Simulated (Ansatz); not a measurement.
## Ligand exchange: Ge(CH3)(NH2)3 + CH5NO → Ge(NH2)4 + C2H6O

Species: Ge(CH3)(NH2)3, singlet; CH5NO `CON`, singlet; Ge(NH2)4, singlet; C2H6O (dimethyl ether) `COC`, singlet. The partners trade CH3 for NH2: Ge–CH3 and O–NH2 bonds give way to Ge–NH2 and O–CH3.

Shapes, held fixed at every level: PBE0-D4/def2-TZVP. Flexible molecules stand in one conformer, not always the lowest. Programs: Ansatz 0.2.0. Electronic energies: no zero-point or thermal term.

Q: Estimate ΔE of this reaction.

A: The highest level, CCSD(T)/def2-TZVPP, gives ΔE = -164.0 kJ/mol; the levels span -182.6 to -148.8. The column of differences is taken from that level and isn't an error. No measured value is set beside it here. Relativity is left out for Ge unless named. Correlated rows may include outer-core shells of Ge, which these sets cover unevenly.

```json
{"level": "HF/def2-TZVPP", "kind": "Hartree–Fock", "ΔE (kJ/mol)": "-182.6", "less CCSD(T)/def2-TZVPP": "-18.6"}
{"level": "PBE-D4/def2-TZVPP", "kind": "GGA", "ΔE (kJ/mol)": "-148.8", "less CCSD(T)/def2-TZVPP": "+15.2"}
{"level": "PBE0-D4/def2-TZVPP", "kind": "global hybrid", "ΔE (kJ/mol)": "-158.1", "less CCSD(T)/def2-TZVPP": "+5.9"}
{"level": "wB97M-V/def2-TZVPP", "kind": "range-separated hybrid", "ΔE (kJ/mol)": "-160.6", "less CCSD(T)/def2-TZVPP": "+3.4"}
{"level": "B2PLYP/def2-TZVPP", "kind": "double hybrid", "ΔE (kJ/mol)": "-165.1", "less CCSD(T)/def2-TZVPP": "-1.1"}
{"level": "MP2/def2-TZVPP", "kind": "perturbation theory", "ΔE (kJ/mol)": "-172.8", "less CCSD(T)/def2-TZVPP": "-8.8"}
{"level": "CCSD(T)/def2-TZVPP", "kind": "coupled cluster or CI", "ΔE (kJ/mol)": "-164.0", "less CCSD(T)/def2-TZVPP": "0.0"}
```

The exchange is strongly exothermic at every level, and the choice of method changes its size but not its direction. Much of the driving force probably comes from the oxygen partner: the O–N single bond of methoxyamine is weak because lone pairs on adjacent atoms repel, whereas dimethyl ether has a stronger C–O bond in its place. Replacing Ge–C by the more polar Ge–N bond should also help, since nitrogen is much more electronegative than carbon.

Hartree–Fock gives the most negative value, -182.6 kJ/mol, which means that correlation stabilises the reactants more than the products. This fits the electron-rich O–N bond, which a mean-field description typically underbinds. MP2 recovers only about half of the shift to coupled cluster, while PBE overshoots it, probably by overbinding that same bond. B2PLYP lies closest to coupled cluster, but one reaction can't separate real accuracy from cancellation of errors. The total also doesn't divide the driving force between germanium and oxygen; exchanges of the same ligands with a different partner would be needed for that.
